# Selenium walking over graphene

## Seven images of one move

A selenium atom rests on a graphene sheet and moves to an equivalent place one lattice vector away. The calculation follows it through seven images, numbered from start to end. Energy and path length are both counted from the start. The band force is the largest force component left on an image between the two fixed ends. Which letter is which image, and what does the atom pass on its way?

Ansatz 0.2.0, PBE with PAW and plane waves to 420 eV: climbing-image nudged elastic band for a Se atom on a 3×3 graphene cell, with relaxed ends and a force limit of 0.05 eV/Å. All images use a 2×2×1 k mesh and Fermi–Dirac smearing of 0.05 eV, without spin polarisation or dispersion correction. Band forces are largest components. Candidates: 7, 5, 6, 1, 3, 4.

| row | energy over the start (eV) | path length (Å) | band force (eV/Å) |
| --- | --- | --- | --- |
| A | 0.172 | 0.726 | 0.028 |
| B | 0.000 | 0.000 | n/a |
| C | 0.000 | 2.817 | n/a |
| D | 0.087 | 1.772 | 0.032 |
| E | 0.157 | 2.295 | 0.013 |
| F | 0.039 | 1.249 | 0.031 |

## Putting the letters in order

B and C have zero energy and no band force, so they are the two ends. Energy cannot tell them apart: shifting the atom by a lattice vector changes nothing, which also makes the forward and backward barriers equal. A is the highest point, but energy alone does not place D, E and F.

Path length settles the order: B, A, F, D, E, C. The gap from B to A is wider than the later ones, and image 2 belongs in it. B is therefore image 1, A is 3, F is 4, D is 5, E is 6 and C is 7. These assignments are sure. What F represents is less clear, because its low energy between two high images could mark a separate, shallower resting place.

The rows with their labels:

| row | energy over the start (eV) | path length (Å) | band force (eV/Å) |
| --- | --- | --- | --- |
| 1 | 0.000 | 0.000 | n/a |
| 2 | 0.103 | 0.363 | 0.010 |
| 3 | 0.172 | 0.726 | 0.028 |
| 4 | 0.039 | 1.249 | 0.031 |
| 5 | 0.087 | 1.772 | 0.032 |
| 6 | 0.157 | 2.295 | 0.013 |
| 7 | 0.000 | 2.817 | n/a |

## What lies under the atom

At the start, selenium sits on a bridge: it touches two neighbouring carbon atoms, C4 and C11, at 2.14 Å each. At the end it sits on another bridge, between C12 and C13. On the honeycomb lattice these four atoms form a chain, C4–C11–C12–C13. The straight line between the two ends passes over the middle of the bond C11–C12, which is a third bridge.

Two limiting cases now fix the landscape. With atom and sheet relaxed on the middle bridge, the energy should return to zero, because all bonds of graphene are equivalent, provided that the k mesh treats them alike. Directly over a carbon atom, selenium has one close partner instead of two, so that position should cost energy. The run agrees: selenium was first placed over a carbon atom, and relaxation carried it to a bridge. The move is then two hops. In the first, selenium keeps C11 and exchanges C4 for C12; in the second, it keeps C12 and exchanges C11 for C13.

This reading explains image 4. It lies only 0.16 Å along the path from the halfway point, so its 0.039 eV fits the side of a well whose floor is at zero. No image sits on the middle bridge itself; the zero there comes from symmetry.

## One wave for two hops

Let x be the path length and L = 2.817 Å its full value. The energy should vanish at x = 0, L/2 and L, and peak between these points. The simplest wave that does so is

E(x) = A sin²(2πx/L).

The height A is the only adjustable number. Least squares on the five inner images gives A = 0.18 eV; the ends are zero in any case.

For image 4, which was part of the fit, x = 1.249 Å. The angle 2πx/L is 2.79 radians, its squared sine is 0.12, and E is 0.18 eV × 0.12 ≈ 0.02 eV. The calculation gives 0.039 eV, so the wave is too low at this image. A single barrier over the whole move, fitted in the same way, would put this image at about 0.13 eV.

Over the inner images the two-hop wave has a root-mean-square error of 0.01 eV, against 0.09 eV for the single barrier. That supports two hops, although a good fit does not show where the atom is in each image.

## Why the second top looks lower

Image 6 reaches 0.157 eV, slightly less than the 0.172 eV of image 3. Only image 3 was driven uphill to its maximum; the others were spread evenly between it and the two ends. Image 6 stopped 2.817 − 2.295 = 0.522 Å from the end, whereas the wave has its crest a quarter of the path, 0.70 Å, from the end. It therefore stands on the slope of the second hill, and the difference is no evidence for two unequal barriers.

## Using the barrier

The 0.17 eV belongs to one hop between neighbouring bridges, about 1.2 Å apart in a straight line. A diffusion estimate should pair the barrier with this short hop, not with the full lattice vector. A longer walk along the same chain of carbon atoms would meet more hills of the same height, not a higher one.

The value itself is less certain than the pattern. Semilocal functionals such as the one used here often underrate barriers, and the top was not tested for being a true saddle point. The k mesh is coarse, and its effect on the barrier was not tested. Spin was also switched off. A free selenium atom has two unpaired electrons, so a magnetic state might lower the energy near the carbon atom and with it the barrier; this is untested.
